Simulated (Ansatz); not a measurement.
**From O to Se: the atomisation energy (no zero-point term)**

Gas-phase molecules, one atom swapped for its congeners: GeH(CH3)(OH)F; GeH(CH3)(SH)F; GeH(CH3)(SeH)F. All are singlets with charge 0.

Shapes, held fixed at every level: PBE0-D4/def2-TZVP. Flexible molecules stand in one conformer, not always the lowest. Programs: Ansatz 0.2.0. Values in eV.

How should the atomisation energy change along the series?

At CCSD(T)/def2-TZVPP the atomisation energy falls at every step, from 32.78 to 30.11 eV. Every level shows the same order. Relativity is left out for Ge, Se. Outer-core shells of Ge, Se are correlated, in sets that cover them unevenly. Spin-orbit coupling, which grows down the group, is left out (summed over each molecule's free atoms 0.15, 0.16, 0.26 eV). Coupled cluster in double- or triple-zeta sets underbinds by a few per cent against its basis-set limit.

| level | GeH(CH3)(OH)F | GeH(CH3)(SH)F | GeH(CH3)(SeH)F |
| --- | --- | --- | --- |
| HF/def2-SVP | 24.00 | 22.84 | 22.24 |
| PBE-D4/def2-TZVPP | 33.69 | 31.65 | 30.93 |
| r2SCAN-D4/def2-TZVPP | 33.40 | 31.47 | 30.76 |
| wB97X-V/def2-TZVPP | 33.44 | 31.53 | 30.78 |
| B2PLYP/def2-TZVPP | 33.00 | 30.93 | 30.23 |
| MP2/def2-TZVPP | 33.37 | 31.12 | 30.42 |
| CCSD(T)/def2-TZVPP | 32.78 | 30.76 | 30.11 |

Replacing oxygen by sulfur costs far more atomisation energy than replacing sulfur by selenium, and this unevenness appears at every level. Since the rest of the molecule is formally unchanged, the loss should lie mainly in the two bonds to the chalcogen, the one to germanium and the one to hydrogen. Oxygen's compact 2p shell and high electronegativity make both strong and polar. The larger, more diffuse valence p orbitals of sulfur and selenium overlap less well, and their bonds are less polar. The second step is small because the filled 3d shell screens the nuclear charge poorly, keeping selenium close to sulfur in size and electronegativity.

Hartree–Fock recovers the order but gives a much smaller drop from oxygen to sulfur, 24.00 to 22.84 eV, than CCSD(T), 32.78 to 30.76 eV. This suggests that correlation favours the oxygen compound, although the smaller basis may contribute. The totals do not show how the loss divides between the two chalcogen bonds.
